## The Jahn–Teller cone of the equilateral X₃ radical: limits and scaling

### The cone

Three equivalent orbitals with resonance integral $\beta<0$ on an equilateral triangle of side $R$ give $a_1'$ at $\alpha+2\beta$ and $e'$ at $\alpha-\beta$; the radical is $a_1'^2e'^1$. Let $d_n$ be the change of $\beta$ on the bond opposite atom $n$, $w=e^{2\pi i/3}$, and let $e_\pm$ have coefficients $w^{\pm n}/\sqrt3$. The perturbation $V$ has diagonal elements $-\sum d_n/3$ and $\langle e_+|V|e_-\rangle=\tfrac23D$ with $D=\sum d_nw^n$, so to first order

$$\delta\varepsilon_\pm=-\tfrac13(d_1+d_2+d_3)\pm\tfrac23\sqrt{d_1^2+d_2^2+d_3^2-d_1d_2-d_2d_3-d_3d_1}.$$

Place the atoms at $z_n=(Rw^n-\rho e^{-i\phi}w^{-n})/\sqrt3$ in the complex plane. The kinetic energy is $\tfrac12m(\dot\rho^2+\rho^2\dot\phi^2)$ with the atomic mass $m$, and $r_n^2=R^2+\rho^2+2R\rho\cos\theta_n$ with $\theta_n=\phi-2\pi n/3$. To first order $d_n=\beta'\rho\cos\theta_n$, so $\sum d_n=0$ and $\tfrac23D=F\rho e^{i\phi}$ with $F=\beta'>0$. With $R$ fixed, no overall rotation and a mean force constant $k$,

$$E_\pm=\tfrac12k\rho^2\pm F\rho,\qquad\rho_0=F/k,\qquad E_{JT}=F^2/2k .$$

The lower state $i(e^{i\phi/2}e_+-e^{-i\phi/2}e_-)/\sqrt2$ is real and changes sign under $\phi\to\phi+2\pi$ (Longuet-Higgins). The operator $J=-i\partial_\phi-\sigma_z/2$ is conserved; single-valued nuclear factors $e^{i(j\pm1/2)\phi}$ on $e_\pm$ make its eigenvalue $j$ half-integer.

### One dimensionless coupling

From $\hbar,m,k$ follow $\omega=\sqrt{k/m}$ and $\ell=\sqrt{\hbar/m\omega}$, with $\hbar\omega=k\ell^2$. With $x=\rho/\ell$ the coupling is $\kappa x$ in units of $\hbar\omega$, where

$$\kappa^2=\frac{\rho_0^2}{\ell^2}=\frac{2E_{JT}}{\hbar\omega}=\frac{F^2\sqrt m}{\hbar k^{3/2}} .$$

In circular oscillator states the $j=\tfrac12$ block is tridiagonal, with diagonal $1,2,3,\dots$ and off-diagonal elements $\kappa(1,1,\sqrt2,\sqrt2,\sqrt3,\dots)$.

**Weak coupling.** Truncating the continued fraction, $\epsilon=E-1$ obeys $\epsilon\approx-\kappa^2/(1-\epsilon-\kappa^2/2)$, so

$$E=1-\kappa^2+\tfrac12\kappa^4+O(\kappa^6).$$

The lowering is $2E_{JT}$, because both $e'$ components contribute at second order. The trough lies inside the zero-point spread.

**Strong coupling.** On the lower sheet the mean of $(j\pm\tfrac12)^2$ is $j^2+\tfrac14$, and the radial factor $x^{-1/2}$ removes the $\tfrac14$, leaving $j^2/2x^2$. For the lowest radial state $\langle x^{-2}\rangle\approx\kappa^{-2}(1+3/2\kappa^2)$, so

$$E=-\frac{\kappa^2}2+\frac12+\frac{j^2}{2\kappa^2}+\frac{3j^2}{4\kappa^4}+O(\kappa^{-6}).$$

One mode has become a free rotation. The coupling $j/2x^2$ to the upper sheet, across a gap $2\kappa^2$, enters only at $\kappa^{-6}$. The ground level is the doublet $j=\pm\tfrac12$, and $j=\pm\tfrac32$ lies $\hbar\omega/\kappa^2$ higher at leading order.

**Crossover.** The leading forms $1-\kappa^2$ and $\tfrac12-\tfrac12\kappa^2$ meet at $\kappa=1$, where $\rho_0=\ell$. Ground energies in $\hbar\omega$ show both expansions failing there:

| $\kappa^2$ | weak | diagonalised | strong |
|---|---|---|---|
| 0.25 | 0.781 | 0.774 | – |
| 1 | 0.50 | 0.233 | 0.31 |
| 4 | – | −1.446 | −1.457 |
| 9.62 | – | −4.294 | −4.295 |

**Apex.** For $\kappa\gg1$ the spring drops out on the upper sheet near the intersection. Only $\hbar,m,F$ remain, giving $\ell_c=(\hbar^2/mF)^{1/3}=\ell\kappa^{-1/3}$ and $\varepsilon_c=F\ell_c=\hbar\omega\,\kappa^{2/3}$; the spring adds a relative $\tfrac12\kappa^{-4/3}$. At $\ell_c$ the intersheet coupling is $j\varepsilon_c/2$ against a gap $2\varepsilon_c$, so no small parameter protects the low-$j$ cone levels from mixing with the lower sheet.

### Warping

At second order the off-diagonal element becomes $F\rho e^{i\phi}+G\rho^2e^{-2i\phi}$, and $E_-\approx\tfrac12k\rho^2-F\rho-G\rho^2\cos3\phi$; isotropic terms are absorbed in $k$. For $\beta(r)=\beta e^{-\xi(r-R)}$, with $\xi=F/|\beta|$, there are three contributions. The curvature term $\tfrac12\beta''\rho^2\cos^2\theta_n$ gives $\beta''/4=-F\xi/4$. The term $\rho^2\sin^2\theta_n/2R$ in $r_n$ gives $-F/4R$. Mixing with $a_1'$, through elements $-D^*/3$ across the gap $3|\beta|$, gives $+F\xi/12$. Thus

$$G=-F\left(\frac\xi6+\frac1{4R}\right),\qquad g=|G|/k .$$

Since $G<0$, minima lie at $\cos3\phi=-1$ (one short bond, towards X + X₂) and saddles at $\cos3\phi=+1$ (one long bond). Their depths are $E_{JT}/(1\mp2g)$, so the barrier is $4gE_{JT}/(1-4g^2)$. For small $g$ the warp connects $j=\pm\tfrac32$ and splits that pair by $|G|\rho_0^2=g\kappa^2\hbar\omega$. This reaches the rotor gap at $g\sim\kappa^{-4}$, beyond which the motion localises in three wells. The sign change survives, and the lowest level remains a doublet while the tunnelling path encloses only the central cone. At $g=\tfrac12$ the quadratic lower sheet becomes unbound along the three valleys.

### Numbers for an H₃ model

Take $R\approx1.04$ Å, an approximate side for the lowest point of the intersection seam, $m=1.008$ u, and illustrative values $\beta=-3.3$ eV, $F=6$ eV/Å, $k=15$ eV/Å². The model gives $\hbar\omega=0.249$ eV, $\ell=0.129$ Å, $\rho_0=0.40$ Å, $E_{JT}=1.2$ eV, $\kappa=3.10$ and $\kappa^2=9.62$: strong coupling, with a leading-order rotor gap of 26 meV. At the apex $\ell_c=0.088$ Å, $\varepsilon_c=0.53$ eV, $\hbar/\varepsilon_c=1.2$ fs, and the spring correction is 0.11.

With $\xi=1.82$ Å⁻¹, $G=-3.26$ eV/Å² and $g=0.22$, which is 20 times $\kappa^{-4}=0.011$. The warp $|G|\rho_0^2=0.52$ eV destroys free pseudorotation. The model's minima lie 2.1 eV deep at 0.71 Å and its saddles 0.84 eV deep, a barrier of 1.3 eV. The expansion parameter is $\xi\rho_0=0.73$ at the trough, so the omitted cubic terms and the relaxation of $R$ rival the warp, and these depths indicate magnitude only. At the apex $\xi\ell_c=0.16$, and the cone is a fair description.

As typical knowledge, real H₃ has no trough and no chemically bound minimum. Its lower sheet falls about 2.7 eV from the intersection into three H + H₂ valleys, joined by collinear saddles about 0.4 eV high. The model's unwarped depth is therefore less than half the real drop, and its barrier is about three times too high. The cone and the sign change around it carry over.

Since $\kappa^2\propto\sqrt m$, replacing H by Si (28.09 u) at fixed $F$ and $k$ raises $\kappa^2$ by 5.3 and lowers the localisation threshold $\kappa^{-4}$ by 28. The neutral phosphorus–vacancy pair in silicon has the analogous $a_1^2e^1$ filling on three dangling bonds, with its own $F$ and $k$, and typically appears statically distorted at low temperature.